The stiffness of silicon carbide can be estimated from its bond length alone: divide 2000 by the bond length in ångström raised to the power 3.5, and the result is the bulk modulus in gigapascal. For seven of the eight methods in the table that have both a volume and a modulus, this comes within 11 percent of the computed modulus, with a typical miss of 5 percent. The eighth, PM7, is far stiffer than its bond length suggests. The rule is good for the size of a modulus and poor for the fine differences between methods.

Bulk silicon carbide (SiC, space group F-43m), computed with force fields, semi-empirical and tight-binding methods, and density functionals, without spin polarization or spin-orbit coupling. The volume comes from each method's own relaxation or else from its energy curve, and the bulk modulus is taken at fixed cell shape.

| name | kind | volume per atom (Å³) | bulk modulus (GPa) | atoms computed |
| --- | --- | --- | --- | --- |
| SiC_Erhart-Albe.tersoff | force field | 10.355 | 224.1 | 2 |
| SiC.vashishta | force field | 10.347 | 225.3 | 2 |
| SiCGe.tersoff | force field | n/a | n/a | 2 |
| PBE coarse-settings | low cutoff and mesh | n/a | n/a | 2 |
| PBE | semilocal | 10.500 | 212.5 | 2 |
| GFN1-xTB tblite | tight binding | 11.277 | 204.1 | 64 |
| r2SCAN | semilocal | 10.332 | 227.2 | 2 |
| GLLB-SC | model potential | n/a | n/a | 2 |
| GFN2-xTB tblite | tight binding | 10.516 | 237.8 | 64 |
| PM7 | semi-empirical | 11.136 | 342.0 | 64 |
| PM6 | semi-empirical | n/a | n/a | 64 |
| PBE DZVP | small basis | 10.455 | 212.9 | 2 |

The bulk modulus $B$ is the pressure needed for a small compression, divided by the fraction of volume lost. With the r2SCAN value of 227 GPa, squeezing the crystal by one percent of its volume takes about 2.3 GPa. In the language of energy, the volume of the crystal at rest is where the energy curve has its minimum, and the modulus measures how sharply the curve bends there. Position and bend are separate properties of a curve. A rule that gets one from the other needs a physical reason why they should go together.

In a crystal such as silicon carbide, that reason is the covalent bond. Each atom has four neighbours, and each bond holds two electrons. A pressure has the same unit as an energy per volume, so the natural estimate of a modulus is the energy scale of the bond divided by the space that the bond charge fills. When the atoms stand further apart, their orbitals overlap less, and the splitting between bonding and antibonding states shrinks. Across crystals of this structure it falls roughly as the bond length $d$ to the power $-2.5$, which is an empirical finding and not an exact law.

The space filled by the bond charge also depends on $d$. If the charge is pictured as a tube of nearly fixed width between two atoms, its volume grows in proportion to its length. Dividing the energy scale by this volume adds one more power of $d$:

$$B \propto \frac{d^{-2.5}}{d} = d^{-3.5}, \qquad B \approx \frac{2000}{d^{3.5}},$$

with $B$ in GPa and $d$ in Å. The constant is a rough, recalled value that rests on measured moduli of crystals such as diamond and silicon, and no row of the table was used to set it. It belongs to crystals of group IV elements with four neighbours per atom; more ionic crystals of the same structure, such as zinc sulfide, are softer than it says. The rule puts silicon carbide where a chemist would put it, softer than diamond with its short bonds and stiffer than silicon with its long ones.

The table lists the volume per atom, $V$, so one step of geometry comes first. The cubic cell of this structure holds eight atoms, which makes its edge $2V^{1/3}$. A bond spans a quarter of the cube's body diagonal, and therefore

$$d = \frac{\sqrt{3}}{2}\,V^{1/3} \approx 0.866\,V^{1/3}.$$

Someone who knows the edge of the cubic cell from a diffraction measurement can skip the volume and multiply that edge by $\sqrt{3}/4$.

The r2SCAN row serves as the first example. Its volume is 10.332 Å³ per atom, and the cube root, 2.178 Å, gives a bond of 1.886 Å. The power 3.5 needs no more than a square root, because $d^{3.5} = d^3\sqrt{d}$:

$$d^{3.5} \approx 6.71 \times 1.37 \approx 9.2, \qquad B \approx \frac{2000}{9.2} \approx 217\ \text{GPa}.$$

The calculation itself gives 227 GPa, so the estimate is between 4 and 5 percent too low.

The second example, GFN1-xTB, has the longest bond in the table. This tight-binding method makes the crystal swell to 11.277 Å³ per atom, which corresponds to a bond of 1.942 Å. Its power 3.5 is about 10.2, and the rule gives 196 GPa against a computed 204 GPa. The estimate is again about 4 percent low, although this method describes the electrons much more crudely than r2SCAN does. Longer bonds and a softer crystal go together here as the picture of the bond suggests.

Two such successes don't establish the exponent. From the shortest to the longest bond in the table, $d$ grows by only about 3 percent, and somewhat smaller or larger exponents, each with its own constant, would do nearly as well over so short a stretch. What the rows do test is the size of the constant at the bond length of silicon carbide. The exponent draws its support from comparing different crystals, whose bond lengths differ far more. The two classical force fields add little to the test, since their parameters were adjusted to measured properties and their bonds have nearly the same length as that of r2SCAN.

The rule meets its first limit when two related methods are compared. From r2SCAN to PBE the volume grows a little, and the computed modulus falls by 6.5 percent. The bond rule allows for a fall of only 1.9 percent. It still lands very close to the PBE value, but that closeness deserves little weight: the constant is a round number, and the rule had started too low at r2SCAN. A small miss in one row can thus hide a poor account of the change between two rows.

The change is too small because the rule compares different crystals, each at rest with its own bond length. Going from one density functional to another is more like pulling on a single crystal. Suppose that the second functional differs from the first mainly by a constant outward pressure. The energy curve then gains a straight slope, which shifts the minimum but leaves the bend at each volume as it was. The modulus at the new minimum is therefore that of the first crystal stretched to the larger volume.

A stretched crystal softens quickly. The repulsion that keeps atoms apart is steep, and it fades faster with distance than the attraction that binds them. For many solids the modulus changes by about four times the change in pressure, which for small changes amounts to

$$B \propto V^{-4} \propto d^{-12}.$$

Among different crystals the atoms change along with the bond, and each crystal settles its own balance of attraction and repulsion. That is why the exponent between crystals is so much smaller than the exponent for one crystal under load.

Starting from the r2SCAN modulus, this steeper law predicts a fall of 6.2 percent for PBE, close to the computed one. The agreement supports the idea that the two functionals have nearly the same energy curve apart from an extra pressure, though one pair of functionals can't settle it. The PBE row with the small basis DZVP agrees with the same law to within 2 percent of its modulus. The price is that the steep law needs one computed modulus to start from, whereas the bond rule needs none.

The steep law fails as soon as the second method has an energy curve of its own. For GFN1-xTB it predicts a modulus 30 percent below that of r2SCAN, while the computed one is only 10 percent lower. The swollen crystal of GFN1-xTB is thus not an r2SCAN crystal pulled apart. The method was fitted to molecules, and its 64-atom cell sees few k points; either can change the shape of its energy curve. The choice between the two exponents is therefore a question about the methods: the steep one suits close relatives, and the gentle one gives a first size for all of them except PM7.

GFN2-xTB shows how far any rule of this kind can go. Its volume agrees with that of PBE to within 0.2 percent, yet its modulus is 12 percent higher. A formula that knows only the bond length must give both methods practically the same answer. Even with the best constant for this pair, it would miss each of them by about 6 percent. A better exponent would not help, because the difference lies in the bend of the energy curve and not in the place of its minimum.

In PM7 the link between the two breaks altogether. Compared with r2SCAN, its volume is 8 percent larger, which should make the crystal softer, but its modulus is 51 percent higher. The bond rule gives 199 GPa where PM7 computes 342 GPa. A semi-empirical method can thus come within 3 percent of the r2SCAN bond length and still bend the energy curve far too sharply. The few k points of the 64-atom cell are not the likeliest cause, since the two xTB methods use a cell of the same size and show no such excess. That points to the parameters of PM7, though these rows can't prove it.

The estimate can also be made with no volume for silicon carbide at all, at a price. The bonds of silicon and diamond are roughly 2.4 and 1.5 Å long, and their mean is 1.95 Å. The rule then gives 193 GPa, which is 15 percent below the r2SCAN modulus. Most of this error comes from the bond length, because a bond that is 1 percent too long lowers the estimate by 3.4 percent. The real bond is shorter than the mean, and a likely reason is that it is polar: carbon draws charge from silicon, and the attraction between the unlike atoms pulls them closer.

This sensitivity shows where care pays off. A bond length good to 1 percent is enough, since the rule itself is hardly better than 5 percent, and a measured lattice constant gives far more than that. The computed moduli hold for atoms at rest, without heat or zero-point motion, both of which usually soften a crystal somewhat. An estimate that falls a few percent below such a calculation is therefore no cause for alarm.

For a quick method that is to be used for silicon carbide under even pressure from all sides, the rule makes a useful test in two steps; it says nothing about shear. First compare the bond length of the method with a trusted one, and then compare its modulus with $2000/d^{3.5}$. The first step can't be left out, because the second takes the method's own bond length on trust: GFN1-xTB passes it easily with a crystal that is 9 percent larger than that of r2SCAN. PM7 fails both steps, and the second by so much that no choice of constant near 2000 would save it. A method that passes both has earned a closer look at its energy curve, but a modulus needed to better than about 10 percent still has to be computed or measured.
